Dear colleague,

the $dn/d\mu$ behind the capacitance of your GaAs channel is, for free carriers, a particle-hole bubble, and the way its frequency sum is cut off decides what a calculation costs.

**The bubble.** With $G=1/(i\omega_n-\xi)$, $\omega_n=(2n+1)\pi/\beta$, $\beta=1/k_BT$, $\xi$ counted from $\mu$ and $\Omega=2\pi l/\beta$ (all in energy units), partial fractions, the symmetric sum $\beta^{-1}\sum_n G=f(\xi)-\tfrac12$ and $f(\xi-i\Omega)=f(\xi)$ give

$$\frac1\beta\sum_nG_a(i\omega_n+i\Omega)G_b(i\omega_n)=\frac{f(\xi_b)-f(\xi_a)}{i\Omega+\xi_b-\xi_a}.$$

Let $\chi$ be this sum over $\mathbf k$ and both spins per area. For small $q$, $\xi_a-\xi_b=\hbar vq\cos\theta$, and the angular average gives

$$\chi=N_0\int_{-\mu}^\infty d\xi\,f'(\xi)\left[1-\frac{|\Omega|}{\sqrt{\Omega^2+\hbar^2v^2q^2}}\right],\qquad N_0=\frac{m^*}{\pi\hbar^2}.$$

At $\Omega\neq0$, $q\to0$ it vanishes, since a uniform potential cannot change a conserved particle number. At $\Omega=0$, $-\chi=N_0f(-\mu)=dn/d\mu$, and $n=N_0k_BT\ln(1+e^{\beta\mu})$ turns this into $N_0[1-e^{-n/N_0k_BT}]$.

**Model.** The compiled mass $0.067\,m_e$ (0 K; Vurgaftman 2001) gives $N_0=2.80\times10^{10}$ cm$^{-2}$ meV$^{-1}$. For an assumed operating point $n=3\times10^{11}$ cm$^{-2}$, $T=77$ K, we get $k_BT=6.635$ meV, $n/N_0k_BT=1.615$, $u\equiv\beta\mu=1.394$ and the exact $K=-\chi/N_0=0.8012$. States stop at $\xi=\Lambda$ with $L=\beta\Lambda=20$ (133 meV), which loses $f(\Lambda)=2.06\times10^{-9}$.

For these sharp levels the closed form costs one Fermi function per state. A dressed $G$ has none, so I use the model to test three numerical sums, with the energy integral done exactly and $\delta=K_{\rm num}-K$.

**A. Truncation at $N$ frequency pairs.** With $w_n=(2n+1)\pi$, integrating $G^2$ gives

$$K_A=2\sum_{n=0}^{N-1}\left[\frac{u}{w_n^2+u^2}+\frac{L}{w_n^2+L^2}\right].$$

For $2\pi N\gg L$, $\sum_{n\ge N}w_n^{-2}\simeq1/4\pi^2N$ gives $\delta_A\simeq-(u+L)/2\pi^2N=-1.084/N$. Raising $L$ at fixed $N$ hurts: the $L$ term goes to zero where the full sum gives $\tfrac12\tanh(L/2)\to\tfrac12$. The other limit suffers equally. At $q=0$, $l=1$ the sum telescopes to two edge terms, leaving a real part $\chi=+0.067N_0$ at $N=16$ where zero is exact.

**B. Tail correction.** Any fermion $G\to1/i\omega_n$, and $\sum_{n\ge0}w_n^{-2}=1/8$, so the omitted leading tail $2(u+L)\sum_{n\ge N}w_n^{-2}$ can be restored exactly. With $\sum_{n\ge N}w_n^{-4}\simeq1/48\pi^4N^3$ the overshoot is $\delta_B\simeq(u^3+L^3)/24\pi^4N^3=3.42/N^3$. At $\Omega\ne0$ the complete tail sum is zero (the bubble formula at $\xi_a=\xi_b=0$), and the same step removes the $1/N$ residue.

**C. Continued-fraction poles** (Ozaki, 2007). Cut Lambert's fraction $\tanh y=y/(1+y^2/(3+y^2/(5+\dots)))$ at depth $d=2N$ and call it $t_d$. It equals $\sum_{\lambda>0}2yv_\lambda^2/(1+y^2\lambda^2)$, where $\lambda$ and $v_\lambda$ are eigenvalues and first components of normalised eigenvectors of the $d\times d$ symmetric tridiagonal matrix with zero diagonal and off-diagonals $(4k^2-1)^{-1/2}$, $k=1,\dots,d-1$. These $N$ weighted pole pairs replace the Matsubara frequencies, and $K_C=\tfrac12[t_d(u/2)+t_d(L/2)]$. Numerators and denominators obey $X_k=(2k-1)X_{k-1}+y^2X_{k-2}$, solved by the modified Bessel forms $y^k\mathrm K_{k+1/2}(y)$ and $(-y)^k\mathrm I_{k+1/2}(y)$. Matching $k=0,1$ gives, for even $d$ and order $d+\tfrac12$,

$$\tanh y-t_d=\frac{\mathrm I}{\cosh y\,[(2/\pi)\cosh y\,\mathrm K+e^{-y}\mathrm I]}.$$

For $d\ll y$, $\mathrm I/\mathrm K\simeq\pi^{-1}e^{2y-d(d+1)/y}$, so once it is small $\delta_C\simeq-e^{-4N(2N+1)/L}$.

**Cost.** Since $G(-i\omega)=G^*(i\omega)$, the static bubble over $M$ states takes $MN$ evaluations, products and stored values in all three schemes. B adds $M$ additions; C adds one tridiagonal eigenproblem of order $N^2$ operations, independent of $M$. For accuracy $\epsilon$ and $L\gg u$, $N$ grows as $L/\epsilon$, $L\epsilon^{-1/3}$ and $\sqrt{L\ln(1/\epsilon)}$. Cooling to 4.2 K at fixed $\Lambda$ multiplies $L$ by 18, hence A and B by about 18 and C by about 4.

| $N$ | $\delta_A$ | $\delta_B$ | $\delta_C$ |
|---|---|---|---|
| 2 | $-0.355$ | $+0.176$ | $-0.122$ |
| 4 | $-0.231$ | $+0.0386$ | $-1.05\times10^{-3}$ |
| 6 | $-0.167$ | $+0.0135$ | $-7.0\times10^{-7}$ |
| 16 | $-0.0669$ | $+8.15\times10^{-4}$ | $-2.06\times10^{-9}$ |
| 64 | $-0.0169$ | $+1.30\times10^{-5}$ | not needed |

At $N=16$, C sits on the cutoff floor. The smallest $N$ for $|\delta|<\epsilon$, with the two large A entries from the $1/N$ law:

| $\epsilon$ | A | B | C |
|---|---|---|---|
| $10^{-2}$ | 109 | 7 | 4 |
| $10^{-4}$ | $1.08\times10^4$ | 33 | 5 |
| $10^{-6}$ | $1.08\times10^6$ | 151 | 6 |

**Choice.** For the static limit, with $G$ available at any imaginary argument, C is cheapest at all three accuracies, by under a factor of 2 at $10^{-2}$ and by 25 at $10^{-6}$. It is also best inside budgets of 4 or 16 values per state. If $G$ exists only on the Matsubara grid, C drops out and B is the choice: 4 values buy 0.0386, 16 buy $8.15\times10^{-4}$. A never wins here.

Finite frequencies shift the balance. For $l=1,\dots,N_\Omega$ the grid is reused and B needs $N+N_\Omega$ values of $G$ per state, whereas each shifted pole is new and C needs $N(1+2N_\Omega)$. Granting both their static $N$, which I have not tested at finite $\Omega$, B needs fewer evaluations and less memory from $N_\Omega=1$, 4 and 14 at the three accuracies.

**What it means for your sample.** The model's $dn/d\mu$ is $2.24\times10^{10}$ cm$^{-2}$ meV$^{-1}$, or $e^2dn/d\mu=3.59$ µF cm$^{-2}$. It omits exchange. The compiled static dielectric constant $\epsilon_r=12.87$ (300 K; Rakita 2019) gives an effective Bohr radius $a^*=10.16$ nm and $r_s=(\pi na^{*2})^{-1/2}=1.01$. For a layer of zero thickness at $T=0$, first-order exchange shifts $\mu$ by $-(2/\pi)k_Fe^2/4\pi\epsilon_0\epsilon_r$ with $k_F=\sqrt{2\pi n}$, which lowers $d\mu/dn$ by the fraction $\sqrt2r_s/\pi=0.46$ and raises $dn/d\mu$ by a factor 1.8. Finite well width softens this, but the bare bubble remains too low by tens of per cent, so summing it beyond $\epsilon=10^{-2}$ pays only as a test of a code or as input to a calculation that includes the interaction.